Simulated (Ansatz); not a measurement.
# A substitution series on Si: SiH3 to F

Gas-phase molecules. On one Si centre, n of the SiH3 ligands are replaced by F. The atomisation energy (no zero-point term) y in kJ/mol at CCSD(T)/CBS estimate. Shapes: PBE0-D4/def2-TZVP. Programs: Ansatz 0.2.0.

```
   molecule  n  y (kJ/mol)
  Si(SiH3)4  0        4936
Si(SiH3)2F2  2        3614
 Si(SiH3)F3  3           ?
       SiF4  4        2404
```

Problem. Fit y = c + s·n to the known rows and predict Si(SiH3)F3.

Solution. 
1. Means of the 3 rows: n = 2.00000, y = 3651.3.
2. Σ(Δn)² = 8, Σ(Δn·Δy) = -5064, so the slope is -5064/8 = -633.
3. Intercept: 3651.3 − (-633) × 2.00000 = 4917.3. The largest residual of the fit is 37.
4. Si(SiH3)F3: 4917.3 + (-633) × 3 = 3018 kJ/mol.

The run gave 3017 kJ/mol, so the prediction is off by +1 kJ/mol, within the largest residual. The steps per swap are -661, -597, -613 kJ/mol. The slope is the difference between a Si–F and a Si–SiH3 bond with the ligands’ own bonds. Other levels give for Si(SiH3)F3: HF/def2-TZVPP 2274; r2SCAN-D4/def2-TZVPP 2998 kJ/mol. The CBS estimate extrapolates MP2 from def2-TZVPP and def2-QZVPP and adds CCSD(T) − MP2 in the triple-zeta set, cores frozen.

The atomisation energy falls with each replacement even though Si–F is much stronger than Si–Si. Each outgoing SiH3 group removes its three Si–H bonds as well as its link to the centre, whereas fluorine brings only one bond. The negative slope therefore reflects the number of bonds lost, not a weakening of the bonding at silicon.

The bonding is not strictly additive. Si(SiH3)2F2 lies below the line joining the two end members, so its redistribution into Si(SiH3)4 and SiF4 is favoured in electronic energy. This suggests that fluorines gain from sharing one silicon, probably through strongly polar Si–F bonding and donation from fluorine lone pairs into Si–F antibonding orbitals. The near-exact prediction for Si(SiH3)F3 is thus partly fortuitous, and does not establish constant bond energies.

The much lower HF value for this molecule is consistent with missing electron correlation, which contributes more to the bonded molecule than to its separated atoms. Without the monofluoride, the first two replacements cannot be separated, so the onset of the non-additivity remains undetermined.
